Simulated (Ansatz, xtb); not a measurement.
**Two structures of C3H7BOS**

We compare I, a singlet given by its coordinates, with II, a singlet given by its coordinates. Both are isolated molecules in the gas phase, relaxed with PBE-D3(BJ)/def2-SVP.

I (Å):

```yaml
atoms:
  - { symbol: C, position_ang: [-0.6591, 0.9529, -0.1728] }
  - { symbol: C, position_ang: [0.7027, 1.6387, -0.3269] }
  - { symbol: C, position_ang: [-1.1247, 2.3146, 0.3574] }
  - { symbol: B, position_ang: [-1.3964, -0.1896, -0.9347] }
  - { symbol: O, position_ang: [0.2144, 2.8477, 0.2849] }
  - { symbol: S, position_ang: [-0.8053, -0.5004, 1.0387] }
  - { symbol: H, position_ang: [-0.7685, -0.9188, -1.6796] }
  - { symbol: H, position_ang: [-2.6141, -0.1797, -0.9471] }
  - { symbol: H, position_ang: [0.4171, -1.0433, 0.7699] }
  - { symbol: H, position_ang: [0.9941, 1.7843, -1.3946] }
  - { symbol: H, position_ang: [1.5674, 1.1963, 0.2181] }
  - { symbol: H, position_ang: [-1.8276, 2.8292, -0.3391] }
  - { symbol: H, position_ang: [-1.5501, 2.3476, 1.3850] }
```

Close contacts (Å): C1–C2 1.53, C1–C3 1.53, C1–B4 1.56, C1–S6 1.90, C2–O5 1.44, C3–O5 1.44, B4–S6 2.08, C2–H10 1.12, C2–H11 1.11, C3–H12 1.12, C3–H13 1.11, B4–H7 1.22, B4–H8 1.22, S6–H9 1.36.

II (Å):

```xyz
13

C    -0.1621    0.8341    1.9925
C    -1.5309    0.1897    1.8302
C    -0.7661   -0.7840    0.9169
B     0.5228    1.9518    2.8260
O     0.4110    0.0803    1.0251
S     0.7080    0.3902    4.0658
H     1.6414    2.2535    2.4456
H    -0.1980    2.8164    3.2950
H    -0.4883    0.5200    4.7071
H    -2.2182    0.8657    1.2800
H    -2.0426   -0.2071    2.7243
H    -1.0891   -0.8939   -0.1369
H    -0.5482   -1.7746    1.3667
```

Close contacts (Å): C1–C2 1.52, C1–B4 1.55, C1–O5 1.35, C1–S6 2.29, C2–C3 1.54, C3–O5 1.46, B4–S6 2.00, C2–H10 1.11, C2–H11 1.10, C3–H12 1.11, C3–H13 1.11, B4–H7 1.22, B4–H8 1.22, S6–H9 1.36.

Energies in hartree; the thermal terms are from GFN2-xTB frequencies at re-optimised GFN2-xTB minima (ideal gas, soft modes damped towards free rotors, one conformer each, 298.15 K, 1 atm) and include the zero-point energy:

|  | I | II |
| --- | --- | --- |
| E, CCSD(T)/def2-SVP | −615.299089 | −615.309226 |
| E, MP2/def2-SVP | −615.208211 | −615.216216 |
| E, MP2/def2-TZVPP | −615.799178 | −615.806477 |
| zero-point energy | 0.095028 | 0.095216 |
| H(298 K) − E | 0.102501 | 0.102727 |
| G(298 K) − E | 0.064759 | 0.065018 |

**Question.** Correct the CCSD(T) difference for the basis set by the MP2 change, then work out ΔE, ΔE₀, ΔH and ΔG for I → II in kcal/mol (1 Eh = 627.51 kcal/mol) and the equilibrium ratio [II]/[I].

**Answer.** 1. Differences II − I: CCSD(T) −0.010137, MP2 in the small set −0.008005, MP2 in the large set −0.007299 Eh.
2. ΔE = −0.010137 + (−0.007299 − (−0.008005)) = −0.009431 Eh = −5.92 kcal/mol.
3. ΔE₀ = ΔE + ΔZPE = −0.009431 + (+0.000188) Eh = −5.80 kcal/mol.
4. ΔH = ΔE + (+0.000226) Eh = −5.78 kcal/mol.
5. ΔG = ΔE + (+0.000259) Eh = −5.76 kcal/mol, so ΔS = (ΔH − ΔG)/T = −0.3 J/(mol K).
6. kT = 0.9442 mEh, so K = [II]/[I] = exp(−ΔG/kT) = exp(+9.71) ≈ 1.7 × 10^4.

Structure II is favoured at this temperature. An error of 1 kcal/mol in ΔG would change K by a factor of 5.4. Mirror images and further conformers aren't counted.

Other levels gave ΔE = −10.3 (PBE-D3(BJ)/def2-SVP); −4.4 (HF/def2-SVP); −5.0 (MP2/def2-SVP); −6.4 (CCSD(T)/def2-SVP) kcal/mol. The correlated steps freeze 10 core orbitals. Programs: Ansatz 0.2.0, xtb 6.7.1.

Both isomers keep an oxetane ring, but they accommodate the boron and sulfur differently. In I, carbon, boron and sulfur close a three-membered ring, spiro-fused to the oxetane, in which a sulfonium-like sulfur donates to a borate-like boron. II is better described as a cyclic oxocarbenium borate, or equivalently an oxycarbene–borane adduct. Its C1–O5 distance of 1.35 Å, against 1.46 Å for C3–O5, shows oxygen lone-pair donation into the formally empty carbon p orbital. The C1–S6 distance of 2.29 Å is too long for a normal single bond, but suggests weak donation from sulfur to the same carbon.

The preference for II probably reflects relief of small-ring strain and the gain in C–O π bonding, which together outweigh the loss of a full C–S bond. It is essentially electronic, since the thermal terms nearly cancel. Every listed method favours II, though PBE does so most strongly, perhaps by overstabilising its delocalised bonding. The equilibrium ratio says nothing about II's kinetic persistence against hydride or thiolate migration from boron to the electrophilic carbon.
